# Gray-Brown method: interface trap density from the temperature shift of flat band

At flat band the Fermi level at the interface sits where it sits in the bulk. Changing the temperature moves the bulk Fermi level through part of the gap, the traps fill or empty, and $V_{FB}$ shifts. Gray and Brown used this on Si/SiO$_2$ in 1966 to reach states near the band edges. This page derives what the shift measures and applies it to p-Ge/GeO$_2$.

## Conventions and premises

$q>0$ is the elementary charge and $k$ is Boltzmann's constant. Electron energies $E$ and $E_F$ are counted upward from the valence-band edge $E_v$ at the same place and temperature. The band bending $\psi_s$ is positive when the bands bend down. Charges and capacitances are per area, and $D_{it}$ is per area and energy.

1. The substrate is uniformly doped, uncompensated, non-degenerate p-type with acceptor density $N_A$.
2. No dc current flows, and the traps are in equilibrium with the substrate.
3. Traps are independent one-electron levels with occupancy $f=1/(1+e^{x})$, $x=(E-E_F)/kT$.
4. $D_{it}(E)$, counted from $E_v$, does not depend on $T$.
5. The oxide charge referred to the interface, $Q_f$, does not depend on $T$.
6. Flat band is located correctly at each $T$.

Premises 3 to 6 are relaxed in the section on validity.

## Step 1: voltage balance

Let $W_m$ be the effective work function of the gate, interface dipoles included, and $W_s$ that of the bulk semiconductor. The applied voltage separates the Fermi levels, $qV_G=E_{F,s}-E_{F,m}$. The local vacuum level lies $W_m$ above $E_{F,m}$ at the gate and $W_s$ above $E_{F,s}$ in the bulk, so the electrostatic potential of the gate relative to the bulk is $V_G-\phi_{ms}$ with $q\phi_{ms}=W_m-W_s$. This potential is the oxide drop plus $\psi_s$. By Gauss's law the oxide drop is $Q_G/C_{ox}$, and overall neutrality gives $Q_G=-(Q_s+Q_{it}+Q_f)$:

$$V_G=\phi_{ms}+\psi_s-\frac{Q_s+Q_{it}+Q_f}{C_{ox}}.\tag{1}$$

With uniform doping, $\psi_s=0$ means no field in the semiconductor and $Q_s=0$, so

$$V_{FB}=\phi_{ms}-\frac{Q_f+Q_{it}}{C_{ox}},\tag{2}$$

with $Q_{it}$ evaluated at the bulk $E_F(T)$.

## Step 2: trapped charge

A donor-like trap carries $+q(1-f)$ and an acceptor-like trap $-qf$. With $D_{it}=D_d+D_a$,

$$Q_{it}=q\!\int\! D_d\,dE-qN,\qquad N=\int D_{it}(E)\,f\,dE.\tag{3}$$

The first term is constant by premise 4, so the method cannot tell donors from acceptors. Equations (2) and (3) give

$$C_{ox}\,(V_{FB}-\phi_{ms})=qN(T)+\text{const}.\tag{4}$$

## Step 3: the bulk Fermi level

Boltzmann statistics give $E_F=kT\ln(N_v/p)$ with $N_v\propto T^{3/2}$ for parabolic bands. For acceptors of binding energy $E_A$ and degeneracy factor 4, neutrality without electrons is $p=N_A/[1+4e^{(E_A-E_F)/kT}]$. In terms of $\xi=p/N_A$,

$$\frac{\xi^2}{1-\xi}=\kappa=\frac{N_v}{4N_A}e^{-E_A/kT},\qquad \xi=\frac{2}{1+\sqrt{1+4/\kappa}}.\tag{5}$$

The logarithmic derivative of (5) is $[2+\xi/(1-\xi)]\,d\ln\xi=(3/2+E_A/kT)\,d\ln T$. Therefore

$$\frac{dE_F}{dT}=k\Lambda,\qquad \Lambda=\ln\frac{N_v}{p}+\frac32-\Big(\frac32+\frac{E_A}{kT}\Big)\frac{1-\xi}{2-\xi}.\tag{6}$$

Heating moves $E_F$ toward midgap, traps fill with electrons, and $V_{FB}$ of a p-type sample moves positive.

## Step 4: differentiate along the path

The occupancy depends on $T$ only through $x$, and at fixed $E$, $dx/dT=-(\Lambda+x)/T$. Since $df/dx=kT\,\partial f/\partial E$,

$$\frac{df}{dT}=k\,(\Lambda+x)\Big(-\frac{\partial f}{\partial E}\Big).$$

Insert this in the derivative of (4) at constant $C_{ox}$ and divide by $dE_F/dT=k\Lambda$. Within the premises the result is exact:

$$D_{GB}\equiv\frac{C_{ox}}{q}\frac{d(V_{FB}-\phi_{ms})}{dE_F}=\int D_{it}(E)\Big(1+\frac{x}{\Lambda}\Big)\Big(-\frac{\partial f}{\partial E}\Big)dE.\tag{7}$$

The 1 in the bracket comes from the motion of $E_F$. The $x/\Lambda$ comes from the widening of the Fermi edge, which fills states above $E_F$ and empties states below it.

## Step 5: expansion in $kT$

The weight $(-\partial f/\partial E)\,dE=dx/[4\cosh^2(x/2)]$ is even in $x$, with moments $\langle1\rangle=1$, $\langle x^2\rangle=\pi^2/3$ and $\langle x^4\rangle=7\pi^4/15$. Its weight below $E_v$ is about $p/N_v$, so a smooth continuation of $D_{it}$ past the edge costs little and the limits may go to infinity. Expand $D_{it}(E_F+xkT)$ in powers of $x$:

$$\boxed{D_{GB}=D_{it}(E_F)+\delta\,D_{it}'+\frac{\pi^2}{6}(kT)^2D_{it}''+\dots,\qquad \delta=\frac{\pi^2}{3}\frac{kT}{\Lambda}}\tag{8}$$

The next term is $(7\pi^4/90)(kT)^3D_{it}'''/\Lambda$. Both corrections in (8) come from the second term of the Sommerfeld series

$$N=\int^{E_F}\!D_{it}\,dE+\frac{\pi^2}{6}(kT)^2D_{it}'(E_F)+\dots\tag{9}$$

Differentiating $D_{it}'(E_F)$ gives the curvature term. Differentiating $T^2$ gives $(\pi^2/3)k^2TD_{it}'$, which after division by $k\Lambda$ is first order in $kT$. Its meaning is simple: $D_{GB}$ belongs at energy $E_F+\delta$. The curvature term is the loss of resolution, the full width at half maximum of $-\partial f/\partial E$ being $4\ln(1+\sqrt2)\,kT=3.53\,kT$.

## Step 6: the work-function term

With $I_s$ the energy from $E_v$ to the vacuum level, $W_s=I_s-E_F$, so

$$q\phi_{ms}=B+E_F,\qquad B=W_m-I_s.\tag{10}$$

For a metal gate with constant $B$, $d\phi_{ms}/dE_F=1/q$, and the raw slope gives

$$\frac{C_{ox}}{q}\frac{dV_{FB}}{dE_F}=D_{GB}+\frac{C_{ox}}{q^2}.\tag{11}$$

A trap-free capacitor thus shows a flat false density $C_{ox}/q^2$, independent of doping and temperature. In laboratory units (volts, $E_F$ in eV) it is $6.24\times10^{12}$ cm$^{-2}$eV$^{-1}$ per µF/cm$^2$.

## Range of validity

**Temperature window.** At low $T$ the acceptors freeze out, $E_F\to E_A/2$ and the series resistance grows. At high $T$ electrons enter the neutrality condition, $E_F$ levels off near midgap, and division by $dE_F/dT$ becomes ill-conditioned. Equations (5) and (6) need $(n_i/p)^2\ll1$ and $p/N_v\ll1$.

**Smoothness.** For a tail $D_{it}\propto e^{-E/E_0}$ continued past the edge, $\langle e^{-ax}\rangle=\pi a/\sin\pi a$ with $a=kT/E_0$, which diverges at $a=1$. Unless $kT\ll E_0$, fit (7) with the true limits and drop (8).

**Band alignment.** A drift of $B$ leaves a residual density $(C_{ox}/q^2)\,(dB/dT)/k\Lambda$ after the subtraction in (11). The gap $E_g=I_s-\chi$ shrinks on heating. Assuming constant electron affinity $\chi$ or constant $I_s$ gives values of $\Delta B$ that differ by $|\Delta E_g|$, and the C-V data of one capacitor cannot decide between them. Two oxides with the same interface can, because $\phi_{ms}$ cancels in the difference of (4): $q\,\Delta N=(\Delta V_{FB,2}-\Delta V_{FB,1})/(C_2^{-1}-C_1^{-1})$.

**Trap levels.** With a degeneracy ratio $g$ (empty over filled), $f=1/(1+ge^{x})$, which replaces $E_F$ by $E_F-kT\ln g$. A rigid drift $\eta(T)$ of the levels relative to $E_v$ subtracts $\eta$ as well. In (8), $D_{it}$ and its derivatives are then taken at $E_F-kT\ln g-\eta$, the leading and curvature terms are multiplied by $1-(\ln g+k^{-1}d\eta/dT)/\Lambda$, and $\delta$ is unchanged. For $g>1$ and a density rising toward $E_v$, the energy shift and the factor act in opposite directions. Premise 4 is plausible for states derived from the valence band and fails for levels that follow the conduction edge, where $\eta$ tracks $E_g$.

**Oxide.** If $C_{ox}$ varies with $T$, differentiate the whole left side of (4). Border traps that exchange charge during the temperature run are counted as $D_{it}$, so check for hysteresis between cooling and warming.

**Locating flat band.** The usual criterion is the bias where the capacitance equals $C_{ox}$ in series with $C_{s0}=\varepsilon_s/L_D$, $L_D^2=\varepsilon_skT/q^2p$ at full ionization. It assumes that traps do not follow the ac signal. A level with hole capture coefficient $c_p=\sigma_pv_{th}$ and emission rate $e_p$ obeys $\dot f=e_p(1-f)-c_pp_sf$. Detailed balance gives $e_p(1-f_0)=c_ppf_0$, so the relaxation time is $\tau=(1-f_0)\tau_0$ with $\tau_0=1/c_pp$. A signal $p_s=p(1-u)$, $u=q\psi_s/kT$, gives $\delta f=f_0(1-f_0)u/(1+j\omega\tau)$. For slowly varying $D_{it}$, $f_0(1-f_0)\,dE/kT=-df_0$, and the in-phase part is

$$C_p=C_{it}\int_0^1\!\frac{df_0}{1+\omega^2\tau_0^2(1-f_0)^2}=C_{it}\frac{\arctan\omega\tau_0}{\omega\tau_0},\tag{12}$$

where $C_{it}=q^2\langle D_{it}\rangle\approx q^2[D_{it}+(\pi^2/6)(kT)^2D_{it}'']$. At flat band $\tau_0$ is set by the full majority density. This secures premise 2 and endangers premise 6. The first integral of Poisson's equation for holes and ionized acceptors is $|Q_s|=C_{s0}(kT/q)\sqrt{2(e^{-u}+u-1)}$, whose derivative is $C_s=C_{s0}(1-u/3+u^2/12-\dots)$. If the traps follow fully, the criterion is met in depletion at $u\approx3C_{it}/C_{s0}$, and by (1) the bias is too positive by

$$\delta V\approx\frac{kT}{q}\,\frac{3C_{it}}{C_{s0}}\Big(1+\frac{C_{s0}+C_{it}}{C_{ox}}\Big).\tag{13}$$

This is a first-order estimate, with corrections of relative order $u/4$. Only the change of $\delta V$ with $T$ enters $D_{GB}$.

## Illustration: p-Ge/GeO$_2$ with a metal gate

Compiled values for Ge are $E_g=0.66$ eV at 300 K (Wing 2021), $\varepsilon_s=16.2\,\varepsilon_0$ (Ioffe Institute) and a spin-orbit splitting of 0.3 eV (Peralta 2006). Approximate inputs are $N_v=5.0\times10^{18}(T/300\,\mathrm K)^{3/2}$ cm$^{-3}$, $N_c=1.0\times10^{19}$ cm$^{-3}$ at 300 K, $E_A=11$ meV, and a GeO$_2$ permittivity of $5.5\,\varepsilon_0$. Take $N_A=10^{16}$ cm$^{-3}$ and the model spectrum

$$D_{it}=10^{11}\,\big[1+9\,(1-E/0.33\ \mathrm{eV})^2\big]\ \mathrm{cm^{-2}eV^{-1}},$$

chosen to reproduce the typical behaviour of a well-oxidised interface, about $10^{11}$ near midgap and rising toward $10^{12}$ at the edge. Being quadratic, it makes (8) and (9) terminate. All results below are the model's.

At 300 K, $n_i=\sqrt{N_cN_v}\,e^{-E_g/2kT}=2.0\times10^{13}$ cm$^{-3}$ and $(n_i/N_A)^2=4\times10^{-6}$. The Boltzmann factor of the split-off band is $9\times10^{-6}$. At 100 K, $p/N_v=0.009$. Densities are in $10^{11}$ cm$^{-2}$eV$^{-1}$, and sums use unrounded terms.

| $T$ (K) | $\xi$ | $E_F$ (meV) | $\Lambda$ | $\delta$ (meV) | $D_{it}(E_F)$ | slope term | curvature term | $D_{GB}$ |
|---|---|---|---|---|---|---|---|---|
| 100 | 0.884 | 40.4 | 5.90 | 4.8 | 7.93 | −0.23 | 0.02 | 7.72 |
| 200 | 0.974 | 97.1 | 7.08 | 8.0 | 5.48 | −0.31 | 0.08 | 5.26 |
| 300 | 0.988 | 161.0 | 7.70 | 11.0 | 3.36 | −0.31 | 0.18 | 3.23 |

The thermal terms lower the result by 3 to 4 per cent, and the slope term is the larger one throughout. The scan covers 121 meV, against a kernel width of 30 meV at 100 K and 91 meV at 300 K, so it resolves little structure. From (9), $\Delta N=6.32\times10^{10}$ cm$^{-2}$ between 100 and 300 K. The window average $\Delta N/\Delta E_F$ is 5.24, and the true average of $D_{it}$ over the window is 5.45.

For the alignment term take the approximate Varshni form $E_g(T)=E_g(0)-4.8\times10^{-4}\,T^2/(T+235)$ eV, with $T$ in K. The gap shrinks by 66 meV over the scan, which is 0.55 of $\Delta E_F$. For the ac response assume $\sigma_p=10^{-15}$ cm$^2$ and $v_{th}\approx2\times10^7$ cm/s with $p=N_A$. Then $\tau_0=5$ ns and $\omega\tau_0=0.03$ at 1 MHz, so the traps follow. Even $\sigma_p=10^{-17}$ cm$^2$ leaves $C_p/C_{it}=0.40$. With $p=N_A$, $C_{s0}$ is 0.516 and 0.298 µF/cm$^2$, $C_{it}$ is 0.127 and 0.057 µF/cm$^2$, and $u$ is 0.74 and 0.57, at 100 and 300 K. The thick column below stands for a test capacitor, or for a thin GeO$_2$ layer under a deposited dielectric of the same total $C_{ox}$.

| 100 K to 300 K | 10 nm GeO$_2$ | 100 nm GeO$_2$ |
|---|---|---|
| $C_{ox}$ (µF/cm$^2$) | 0.487 | 0.0487 |
| $\Delta\phi_{ms}$ at constant $B$ (mV) | 121 | 121 |
| trap shift $q\Delta N/C_{ox}$ (mV) | 21 | 208 |
| $\Delta V_{FB}$ (mV) | 141 | 328 |
| false density $C_{ox}/q^2$ | 30.4 | 3.04 |
| uncorrected average density | 35.6 | 8.28 |
| constant $\chi$ against constant $I_s$, as density | 17 | 1.7 |
| $\delta V$ at 100 K, 300 K (mV) | 15, 26 | 91, 122 |
| change of $\delta V$, as density | 2.7 | 0.8 |

Smaller items: at 200 K, $g=2$ moves the sampled energy down by $kT\ln2=11.9$ meV, which raises the model's $D_{it}$ by 9 per cent, while the factor $1-\ln2/\Lambda$ removes 10 per cent. With the thermal terms $D_{GB}$ becomes 5.12, which is 3 per cent below 5.26. An unnoticed 1 per cent change of $C_{ox}$ with an assumed net interface and oxide charge of $10^{12}\,q$ cm$^{-2}$ mimics $10^{10}$ cm$^{-2}$, which is 16 per cent of $\Delta N$.

On the 10 nm oxide the model's uncorrected result is 6.8 times the corrected 5.24, and after subtraction the alignment ambiguity alone is 3.2 times the signal, so a single capacitor gives no usable $D_{it}$. On the 100 nm oxide the factor is 1.6, the alignment ambiguity is 32 per cent and the flat-band term about 15 per cent, which supports one figure, $5\times10^{11}$ cm$^{-2}$eV$^{-1}$ for the model. The working condition is $C_{ox}/q^2\lesssim D_{it}$, a thickness pair to remove $\phi_{ms}(T)$, and a flat-band capacitance that includes $C_p$ from (12).